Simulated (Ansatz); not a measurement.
# Relative energies of C3H5F3 isomers

2 of its isomers, all singlets with charge 0: A = 1,2,3-trifluoropropane `FCC(F)CF`; B = 1,1,1-trifluoropropane `CCC(F)(F)F`.

Shapes, held fixed at every level: PBE0-D4/def2-TZVP. Flexible molecules stand in one conformer, not always the lowest. Programs: Ansatz 0.2.0.

A:

```xyz
11

F    -0.5893    1.4089    1.2279
C     0.5896    0.9121    0.7118
C     0.3825   -0.4491    0.1025
F     0.2171   -1.3878    1.1030
C    -0.8044   -0.4974   -0.8235
F    -0.7894   -1.6699   -1.5449
H     1.3188    0.8460    1.5231
H     0.9514    1.6110   -0.0490
H     1.2886   -0.7202   -0.4537
H    -0.7668    0.3410   -1.5263
H    -1.7327   -0.4515   -0.2503
```

B:

```xyz
11

C    -0.2143   -1.0556    0.7584
C     0.2860   -0.3075   -0.4636
C     0.0255    1.1716   -0.3934
F    -1.2841    1.4489   -0.2985
F     0.4821    1.8009   -1.4860
F     0.6228    1.7392    0.6657
H     0.2744   -0.6991    1.6665
H    -0.0034   -2.1210    0.6581
H    -1.2917   -0.9351    0.8810
H     1.3638   -0.4310   -0.5920
H    -0.1955   -0.6683   -1.3755
```

Electronic energies in kJ/mol, without zero-point or thermal terms.

```csv
level,kind,B − A
HF/def2-TZVPP,Hartree–Fock,-106.9
SPW92/def2-TZVPP,LDA,-121.4
PBE0-D4/def2-TZVPP,global hybrid,-111.1
wB97M-V/def2-TZVPP,range-separated hybrid,-110.9
MP2/def2-SVP,perturbation theory,-138.0
CCSD(T)/def2-SVP,coupled cluster or CI,-130.7
CCSD/def2-SVP,coupled cluster or CI,-128.2
CCSD(T)/CBS estimate,coupled cluster or CI,-107.0
```

The highest level, CCSD(T)/CBS estimate, puts B lowest of these. All levels agree on that. The B − A difference spans -138.0 to -106.9 kJ/mol over the levels. The CBS estimate extrapolates MP2 from def2-TZVPP and def2-QZVPP and adds CCSD(T) − MP2 in the triple-zeta set, cores frozen.

Gathering all three fluorines on one terminal carbon is strongly favoured over spreading them along the chain, by 107.0 kJ/mol at the highest level. Both isomers contain the same numbers of C–F, C–H and C–C bonds, so the gap reflects where the fluorines sit rather than a change in bond types. In the CF3 group, each fluorine's lone pairs can donate into the neighbouring C–F antibonding orbitals, and the strongly positive carbon attracts all three negative fluorines. The 1,2,3-isomer lacks this geminal stabilisation and has polar C–F bonds on adjacent carbons instead.

Hartree–Fock almost reproduces the best value, which suggests that correlation contributes little to the net difference. The correlated results in the small basis exaggerate the preference far more than they differ among themselves, probably because that basis describes the crowded fluorine lone pairs unevenly in the two isomers. The total energies do not separate hyperconjugation from electrostatic attraction, so their relative weights remain open.
